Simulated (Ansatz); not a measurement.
# Ligand exchange: BH2(CH3) + H2S2 → BH2(SH) + CH4S

Gas-phase species: BH2(CH3), singlet; H2S2 `SS`, singlet; BH2(SH), singlet; CH4S `CS`, singlet. The partners trade CH3 for SH: B–CH3 and S–SH bonds give way to B–SH and S–CH3.

Shapes, held fixed at every level: PBE0-D4/def2-TZVP. Flexible molecules stand in one conformer, not always the lowest. Programs: Ansatz 0.2.0. The zero-point and thermal change to 298 K, harmonic and unscaled (PBE0-D4/def2-TZVP), is +4.9 kJ/mol.

**Question.** Estimate ΔH(298 K) of this reaction.

**Answer.** The highest level, CCSD(T)/CBS estimate, gives ΔH(298 K) = -79.1 kJ/mol; the levels span -103.0 to -74.6. The column of differences is taken from that level and isn't an error. No measured value is set beside it here. The CBS estimate extrapolates MP2 from def2-TZVPP and def2-QZVPP and adds CCSD(T) − MP2 in the triple-zeta set, cores frozen.

```json
{"level": "SPW92/def2-TZVPP", "kind": "LDA", "ΔH(298 K) (kJ/mol)": "-80.7", "less CCSD(T)/CBS estimate": "-1.6"}
{"level": "r2SCAN-D4/def2-TZVPP", "kind": "meta-GGA", "ΔH(298 K) (kJ/mol)": "-78.7", "less CCSD(T)/CBS estimate": "+0.4"}
{"level": "B3LYP-D4/def2-TZVPP", "kind": "global hybrid", "ΔH(298 K) (kJ/mol)": "-74.6", "less CCSD(T)/CBS estimate": "+4.5"}
{"level": "r2SCAN0-D4/def2-TZVPP", "kind": "global hybrid", "ΔH(298 K) (kJ/mol)": "-78.5", "less CCSD(T)/CBS estimate": "+0.6"}
{"level": "wB97M-V/def2-TZVPP", "kind": "range-separated hybrid", "ΔH(298 K) (kJ/mol)": "-75.6", "less CCSD(T)/CBS estimate": "+3.5"}
{"level": "MP2/def2-TZVPP", "kind": "perturbation theory", "ΔH(298 K) (kJ/mol)": "-86.4", "less CCSD(T)/CBS estimate": "-7.3"}
{"level": "CCSD/def2-SVP", "kind": "coupled cluster or CI", "ΔH(298 K) (kJ/mol)": "-103.0", "less CCSD(T)/CBS estimate": "-23.9"}
{"level": "CCSD(T)/CBS estimate", "kind": "coupled cluster or CI", "ΔH(298 K) (kJ/mol)": "-79.1", "less CCSD(T)/CBS estimate": "0.0"}
```

The exchange is clearly exothermic at every level, with the coupled-cluster estimate at -79.1 kJ/mol. The driving force probably has two parts. The S–S bond given up is a fairly weak homonuclear one, with lone pairs repelling each other on adjacent sulfur atoms, whereas the S–CH3 bond formed avoids that repulsion. At boron, methyl can offer the empty p orbital only hyperconjugation, while SH can donate a sulfur lone pair into it and give the B–S bond partial π character. The reaction enthalpy alone cannot apportion the gain between these two effects.

The density functionals all lie within 4.5 kJ/mol of the coupled-cluster estimate, but the closeness of LDA for this balanced exchange is no evidence that it describes the individual bond strengths well. CCSD/def2-SVP stands apart at -103.0 kJ/mol, probably in large part because so small a basis describes sulfur's bonding unevenly across the two sides. The exothermicity does not show that the exchange is fast, since no barrier was computed.
